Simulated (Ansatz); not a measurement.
## From Si to Sn: the HOMO–LUMO gap

One atom is swapped for its congeners: C2H6S2Si `CS[Si]SC`; C2H6GeS2 `C[S][Ge][S]C`; C2H6S2Sn `C[S][Sn][S]C`. All are singlets with charge 0.

Shapes, held fixed at every level: PBE0-D4/def2-TZVP. Flexible molecules stand in one conformer, not always the lowest. Programs: Ansatz 0.2.0. Values in eV.

| level | C2H6S2Si | C2H6GeS2 | C2H6S2Sn |
| --- | --- | --- | --- |
| SPW92/def2-TZVPP | 2.68 | 3.11 | 2.44 |
| r2SCAN-D4/def2-TZVPP | 2.97 | 3.46 | 2.78 |
| B3LYP-D4/def2-TZVPP | 4.16 | 4.55 | 3.75 |
| PBE0-D4/def2-TZVPP | 4.49 | 4.94 | 4.14 |
| r2SCAN0-D4/def2-TZVPP | 4.63 | 5.11 | 4.31 |
| wB97X-V/def2-TZVPP | 8.68 | 9.04 | 8.07 |
| wB97M-V/def2-TZVPP | 8.44 | 8.85 | 7.83 |

At wB97M-V/def2-TZVPP the HOMO–LUMO gap isn't monotonic: it is largest for Ge and smallest for Sn (8.85 and 7.83 eV). Every level shows the same order. For atoms past krypton def2 sets carry core potentials with scalar relativity. Relativity is left out for Ge unless named. Orbital gaps aren't excitation energies, and the LUMO depends on the basis.

The three molecules are heavier carbene analogues: a divalent group 14 centre with an s-rich lone pair and a formally empty p orbital, into which the sulfur lone pairs donate. The gap widens from Si to Ge and narrows to Sn at every level, so the order does not hinge on the functional, although the absolute gap does, probably because the functionals differ in their share and range of exact exchange.

The rise at Ge fits the poor screening by its filled 3d shell, which binds the 4s electrons more tightly and lowers the lone pair. At Sn, the longer bonds and more diffuse 5p orbital weaken π donation from sulfur, which probably leaves the acceptor orbital lower. A highest occupied level with more sulfur character would also limit any gain from a deeper Sn lone pair. Without the separate frontier-orbital energies, the gaps cannot show whether the reversal after Ge originates in the occupied or the empty level.
